Appendix. Evaluating λ from the first-moment sum rule: work, memory and accuracy for tantalum cells

A.1 The sum rule as a trace

Take a cell of N identical atoms of mass M with periodic boundaries and D = 3N displacement coordinates i. The harmonic force-constant matrix Φ has eigenvalues K_ν = Mω_ν² and orthonormal eigenvectors e_ν. Electron energies ε_k count from the Fermi level, and N(0) is the density of states per atom and per spin, so that Σ_k δ(ε_k) = N·N(0). With V the self-consistent screened potential and states normalised in the cell, the coupling vector has components I_i = ⟨k′|∂V/∂R_i|k⟩. Both electrons are placed on the Fermi surface (the adiabatic limit, ħω small against the electronic energy scales). Define the positive semidefinite matrix

Γ_ij = [N·N(0)]⁻¹ Σ_kk′ I_i I_j* δ(ε_k) δ(ε_k′), with γ_ν = e_ν†Γe_ν. (1)

The vertex is g_ν = (ħ/2Mω_ν)^½ e_ν·I, and the dimensionless Eliashberg function is

α²F(ω) = Σ_ν γ_ν δ(ω − ω_ν)/(2Mω_ν). (2)

Multiplying by ω removes the frequency, and completeness of the e_ν gives

∫dω ω α²F(ω) = Tr Γ/2M = η/2M, η = N(0)⟨I²⟩. (3)

Here ⟨I²⟩ is the Fermi-surface pair average of |⟨k′|∇_R V|k⟩|² with states normalised to one atomic volume, averaged over atoms. This is the rule of McMillan (1968) and Hopfield (1969): Φ does not appear in it. The inverse moment is

λ = 2∫dω α²F/ω = Σ_ν γ_ν/K_ν = Tr(ΓΦ⁺), (4)

with Φ⁺ the pseudo-inverse. The three uniform translations carry no weight, since Σ_R ∂V/∂R = −∇V is proportional to [p, H], whose matrix element vanishes between states of equal energy. Neither Γ nor Φ contains M, so λ does not depend on the ionic mass within the harmonic and adiabatic approximations. With the normalised weight p(ω) = 2α²F/(λω), one has ⟨ω²⟩ = (2/λ)∫dω ω α²F, and (3) becomes

λ = η/(M⟨ω²⟩). (5)

Jensen's inequality for the concave logarithm and for the convex square under the same weight gives ω_log ≡ exp⟨ln ω⟩ ≤ ⟨ω⟩ ≤ ⟨ω²⟩^½, with equality only for a single frequency.

Equation (5) is exact but does not fix λ, because ⟨ω²⟩ contains λ. In terms of the positive measure μ(K) = Σ γ_ν δ(K − K_ν), the sum rule supplies the zeroth of the moments m_j = Tr(ΓΦ^j), while λ is the moment of order −1. Three routes to it are compared for cells that lack the primitive periodicity (vacancies, grain boundaries or strain fields in tantalum barrier and wiring films), where one mass still makes (3) hold.

A.2 The three routes and their cost

All routes use the same stochastic form of Γ. Two superpositions of Fermi-level states with independent random phases give one complex probe vector I whose mean outer product, suitably normalised, is Γ. P probes are used. Work is counted in multiply-adds and memory in real words. The making of the probes and of Φ is not counted; for a sparse electronic Hamiltonian the probes cost in proportion to DP, so at equal noise they add about the same amount to each route.

Route S (surrogate). η is the mean squared norm of the probes, 2DP operations and 2D words. ⟨ω²⟩ is taken from a Debye spectrum with constant α², for which p ∝ ω and ⟨ω²⟩ = ω_D²/2.

Route G_n (moments). n Lanczos steps started on I give the n-node Gauss rule for μ, exact for m_0 to m_(2n−1), and λ_n = Σ w_l/K_l. Force constants are assumed to reach the 8 first and 6 second bcc neighbours, which with the on-site block gives 45 entries per row. A real matrix on a complex vector costs 90 operations per row, and the inner product, two updates, norm and scaling cost 10 more. Hence

W_G = 100 nDP, memory 51 D (the matrix and three complex vectors). (6)

A longer range raises both prefactors roughly in proportion to the number of neighbours. G_1 is the sum rule with the next moment, λ_1 = m_0²/m_1.

Route D (diagonalisation). Householder reduction spends k² operations on the symmetric product and k² on the rank-two update of each k×k block, Σ2k² → (2/3)D³. The eigenvectors of the tridiagonal matrix are counted at their best-case cost O(D²) and dropped. Carrying a complex probe through the reflectors and onto these eigenvectors costs 2D² each. Hence

W_D = (2/3)D³ + 4D²P, memory D² at leading order. (7)

This count favours D, since it avoids forming the eigenvectors of Φ.

A.3 A solvable spectrum

Let u = ω²/ω_m² run from 0 to 1 and take

α²F = λ(b+1) u (1−u)^b, mode density f(u) ∝ u^½ (1−u)^b. (8)

Both α²F and the phonon density of states then start as ω², as for acoustic modes of a clean three-dimensional metal, α² is constant, and b = 1/2 gives the square-root edge of a band maximum. Since 2dω/ω = du/u, the weight is p du = (b+1)(1−u)^b du and the measure is dμ ∝ u(1−u)^b du. Beta integrals give ⟨u⟩ = 1/(b+2), ⟨u^½⟩ = (b+1)B(3/2, b+1) and ⟨ln u⟩ = ψ(1) − ψ(b+2). For b = 1/2,

λ = (5/2) η/(Mω_m²), ⟨ω²⟩^½ = (2/5)^½ ω_m, ⟨ω⟩ = (3π/16) ω_m, ω_log = 2e^(−4/3) ω_m. (9)

The top frequency is set to the compiled Debye temperature of bcc Ta, 240 K (as listed by Wikipedia), so ħω_m = 20.68 meV; equating the two is an assumption of the model. The typical mass is 180.95 u. The assumed η = 4.9 eV/Å² was chosen so that λ falls near the typical 0.7 of tantalum. Then Mω_m² = 18.515 eV/Å², M⟨ω²⟩ = 7.406 eV/Å², the first moment in energy units is ħ²η/2M = 56.6 meV², and the model's exact answers are λ = 0.662, ω_log = 126.5 K, ⟨ω⟩ = 141.4 K and ⟨ω²⟩^½ = 151.8 K, in the order that the inequalities require. All deviations below are relative to this λ and do not depend on η, M or ω_m.

A.4 How the deviation falls

Route S. A surrogate of the shape (8) with exponent b_s gives λ_S/λ = (b_s+2)/(b+2). The Debye choice b_s = 0 gives 0.8, or λ_S = 0.529, a bias of 0.20 that no further work removes and whose sign is not known in advance for another spectrum. A surrogate built on the true density of states would be exact here only because α² was made constant, so the model does not test it.

Route G_n. Let r(u) be the degree-n orthogonal polynomial of μ scaled to r(0) = 1. The polynomial H(u) = [1 − r²]/u has degree 2n−1 and touches 1/u at the nodes, so the Gauss rule returns ∫H dμ and the deficit is ∫r²/u dμ ≥ 0. Every λ_n is a lower bound. Writing r²/u = r/u + r·(r−1)/u, where (r−1)/u has degree n−1 and is orthogonal to r, the deficit equals ∫r/u dμ. For the weight w = u^a(1−u)^b, Rodrigues' formula reads r·w = dⁿ[u^(a+n)(1−u)^(b+n)]/duⁿ divided by (a+1)_n, with (x)_n the rising factorial. Integrating by parts n times against 1/u gives n! B(a, b+n+1)/(a+1)_n, and division by the exact B(a, b+1) yields

ε_n = n!(b+1)_n/[(a+1)_n (a+b+1)_n] ∝ n^(−2a). (10)

The exponent is set by the soft modes alone. For a = 1 the products telescope,

ε_n = (b+1)/[(n+1)(n+b+1)]. (11)

A spectrum starting linearly in ω has a = 1/2 and converges only as 1/n; with b = 1/2 as well, ε_n = 1/(n+1).

Table A1. Gauss rule on the infinite-cell model, b = 1/2.

n     ε_n       λ_n
1     0.300     0.463
2     0.143     0.567
3     0.0833    0.606
6     0.0286    0.643
12    0.0085    0.656

The same nodes give ω_log with weights w_l/u_l. One node, at u = 4/7, puts all three frequencies at 181.4 K. Two nodes give ω_log = 155.9 K against the exact 126.5 K. The missing weight ε_n lies at u of order n⁻², so ln ω_log comes out too high by an amount of order ε_n ln n, and a target on ω_log needs more steps than the same target on λ.

Route D. Diagonalisation is exact for the cell, and the deviation is that of the cell from the bulk. A cube of L³ conventional bcc cells has N = 2L³, D = 6L³ and a simple cubic mesh of wave vectors with spacing h. The model takes three degenerate isotropic branches with u = (q/q_0)² at small q. The fraction of modes below u is (2/3)u^(3/2)/B(3/2, b+1), and equating N times this to (4π/3)q³/h³ gives for s = h/q_0

s³ = 2πB(3/2, b+1)/N = π²/(4N) for b = 1/2. (12)

From (8), γ ∝ u^½ per mode, so the summand of (4) behaves as A/|q|. Its integral 2πA q²/h³ must equal λ(b+1)u, which fixes A = λ(b+1)h³/(2πq_0²). For a term A|q|^(−2σ) at the origin of an otherwise smooth periodic summand, the mesh sum without q = 0 differs from the integral by A h^(−2σ) Z(σ), where Z(σ) is the analytic continuation of the sum of |n|^(−2σ) over nonzero integer vectors n. With θ(t) = Σ_m exp(−πm²t), m over all integers,

π^(−σ) Γ(σ) Z(σ) = −1/σ − 1/(3/2−σ) + ∫₁^∞ dt [t^(σ−1) + t^(½−σ)](θ³ − 1), (13)

where Γ(σ) is here the gamma function. This gives Z(½) = −2.8373, Z(−½) = −0.2666 and Z(−3/2) = 0.0412. The cell therefore underestimates λ by

ε_D = (b+1)|Z(½)| s²/2π = 1.237 N^(−2/3) = 0.779/L². (14)

Continuing the mode count one order gives u = (q/q_0)²[1 + (q/q_0)²/5], which lowers (14) by the fraction 0.0094 s², a negligible amount. The compiled room-temperature elastic constants (Blaschke), C11 = 260.2, C12 = 154.4 and C44 = 82.55 GPa, give a Zener ratio 2C44/(C11 − C12) = 1.56. For such a crystal A depends on direction, which changes the constant in (14) and leaves the power.

Cell size in G_n. Since λ_n is the largest ∫Q dμ over polynomials Q of degree 2n−1 lying below 1/u for u > 0, a small change δμ alters it by ∫H δμ. For a = 1, r = ₂F₁(−n, n+b+2; 2; u) and H(0) = −2r′(0) = n(n+b+2). The summand is now A|q|H(0)/q_0², and

ε_cell = (b+1)|Z(−½)| s⁴ n(n+b+2)/2π = 0.0842 n(n+5/2)/L⁴. (15)

This first-order term serves for n up to about L. At larger n the total bias tends from above to ε_D(L), because λ_n cannot exceed the λ of the cell.

Probe noise. The amplitude of a probe on each mode is a sum of many random-phase terms and is modelled as an independent complex Gaussian of variance γ_ν, so its squared modulus has variance γ_ν². The relative variance of (4) is ⟨u⁻¹⟩_f/(⟨u^(−½)⟩_f² DP), with averages over f:

σ² = B(½, 3/2) B(3/2, 3/2)/[B(1, 3/2)² DP] = (9π²/64)/DP = 1.388/DP. (16)

For a ≥ b and a ≥ −1/2 the polynomial obeys |r| ≤ 1 on [0, 1], so 0 ≤ H ≤ 1/u and (16) bounds the first-order noise of G_n. For η the same steps give (225π²/2048)/DP = 1.084/DP, relative to η.

Scaling. A target τ is defined as bias ≤ τ and σ ≤ τ/2, the latter meaning DP ≥ 5.55/τ². G needs n ∝ τ^(−1/2), so W_G ∝ τ^(−5/2). Its work depends on D and P only through DP, so one probe in a large cell suppresses (15) at no extra work, with memory ∝ τ⁻². D needs D ∝ τ^(−3/2), so W_D ∝ τ^(−9/2) and memory ∝ τ⁻³.

A.5 Cheapest route for a stated accuracy

In Table A2, G uses one probe, the smallest cube that meets the noise limit and the smallest n with (11) plus (15) below τ. Splitting DP into several probes in smaller cubes leaves the work unchanged, up to integer rounding, only while L stays large enough that (15) does not change n. At τ = 0.10, L = 4 with P = 2 keeps n = 3 (bias 0.089, work 2.30×10⁵), whereas L = 3 with P = 4 has a bias of 0.1005 at n = 3 and needs at least n = 4, or 2.59×10⁵. A cube with ε_D(L) > τ misses the target at any n, as every L ≤ 8 does for τ = 0.01, since ε_D(8) = 0.0122. D uses the smallest cube allowed by (14) and the fewest probes allowed by (16).

Table A2. Model cost of meeting τ.

τ       route  L    D        P    n    bias      σ         work         memory
0.10    G      5    750      1    3    0.086     0.043     2.25×10⁵     3.8×10⁴
0.10    D      3    162      4    –    0.087     0.046     3.25×10⁶     2.6×10⁴
0.03    G      11   7986     1    6    0.0289    0.0132    4.79×10⁶     4.1×10⁵
0.03    D      6    1296     5    –    0.0216    0.0146    1.48×10⁹     1.7×10⁶
0.01    G      21   55566    1    12   0.0086    0.0050    6.67×10⁷     2.8×10⁶
0.01    D      9    4374     13   –    0.0096    0.0049    5.68×10¹⁰    1.9×10⁷
0.003   G      47   622938   1    22   0.00278   0.00149   1.37×10⁹     3.2×10⁷
0.003   D      17   29478    21   –    0.00270   0.00150   1.71×10¹³    8.7×10⁸

The ratio W_D/W_G is 14, 310, 852 and 1.25×10⁴ down the table, uneven because L is an integer but following τ⁻² overall. G is the cheapest route for every τ below 0.20. For τ = 0.25, S meets the target at 2DP against the 200DP of G_2, the first Gauss rule that does, a factor of 100 at equal DP. That choice rests on knowing the bias of S, which the model supplies and a real calculation does not. G_2 and G_3 bound λ from below and so test a surrogate from one side.

A.6 Best route inside a budget

Here the figure of merit is the root-mean-square deviation (bias² + σ²)^½, with (16) as the noise of G. Ignoring the cell term, G minimises ε_n² + 138.8 n/B at work budget B. With ε_n ≈ 1.5/m², m = n + 5/4, the minimum lies at m⁵ = 9B/138.8, so the best n grows as B^(1/5) and the deviation falls as B^(−2/5). For D the cell grows as D ∝ B^(1/3) and the deviation falls as B^(−2/9).

Table A3. Model deviation at the best integer setting within a work budget B.

B         S       G (L, P, n)            D (L, P)            choice
5×10³     0.20    n = 1 only, ≥ 0.30     no cell with L ≥ 2  S
10⁶       0.20    0.042 (6, 1, 7)        0.20 (2, 100)       G
10⁹       0.20    0.0025 (36, 1, 35)     0.031 (5, 319)      G

At B = 5×10³, two Lanczos steps allow DP ≤ 25, less than the D = 48 of the L = 2 cube, and the reduction of that cube alone costs 7.4×10⁴. At B = 10⁶ the G entry combines ε_7 = 0.0221, ε_cell = 0.0043 and σ = 0.0327. With r = 1 − κu + κ₂u² + …, κ = n(n+5/2)/2 and κ₂ = n(n−1)(n+5/2)(n+7/2)/12, the slope of H is −(κ² + 2κ₂), and the next mesh term, which carries Z(−3/2), adds the fraction 0.13 to ε_cell in this row, leaving the printed total unchanged. At B = 10⁹ the parts are 0.00114, 0.00007 and 0.00223, so noise is the largest part.

A memory budget sets a floor that work cannot lower. With 10⁶ words, D holds L = 5 and stops at a bias of 0.031, while G holds L = 14 (D = 16464) and approaches ε_D(14) = 0.0040 as n and P grow. The floors fall as memory^(−1/3) and memory^(−2/3).

A.7 Reach of the comparison

The prefactors belong to the model. At low frequency its mode count is 16/(3π) = 1.70 times that of a Debye spectrum cut at the same 240 K. Replacing b = 1/2 by b = 0 changes the large-n coefficient of (11) from 1.5 to 1 and the constant of (14) from 1.237 to 1.173, which moves n and L little and leaves the ranking of G and D as it stands. The bias of S, b/(b+2), would then vanish by construction, so it is the quantity most sensitive to the assumed shape.

The ranking reverses for perfect bcc tantalum. Bloch's theorem splits Φ into N blocks of size 3×3, and building them, diagonalising them and Fourier-transforming a probe cost O(D log D), comparable to one Lanczos step in the same cell. Diagonalisation then reaches the bias 0.779/L² directly and returns the whole α²F, so moments gain nothing and the cost lies in obtaining Φ(q) and Γ(q). Moments pay when the periodicity is broken and Φ stays sparse. D keeps one use in such cells, the assignment of coupling to individual modes, since n Gauss nodes resolve α²F only to about ω_m/n.

Three effects lie outside every count above: the width used for δ(ε), non-analytic structure of Γ(q) and Φ(q) at spanning vectors of the Fermi surface, which adds its own power-law mesh terms and lengthens the range of Φ, and anharmonicity, which makes the effective Φ depend on mass and temperature. In a compound the right side of (3) becomes Tr(ΓM⁻¹)/2 with M the diagonal mass matrix. Equation (4) survives unchanged, and G_n then yields frequencies only when run on M^(−½)ΦM^(−½) with probes M^(−½)I.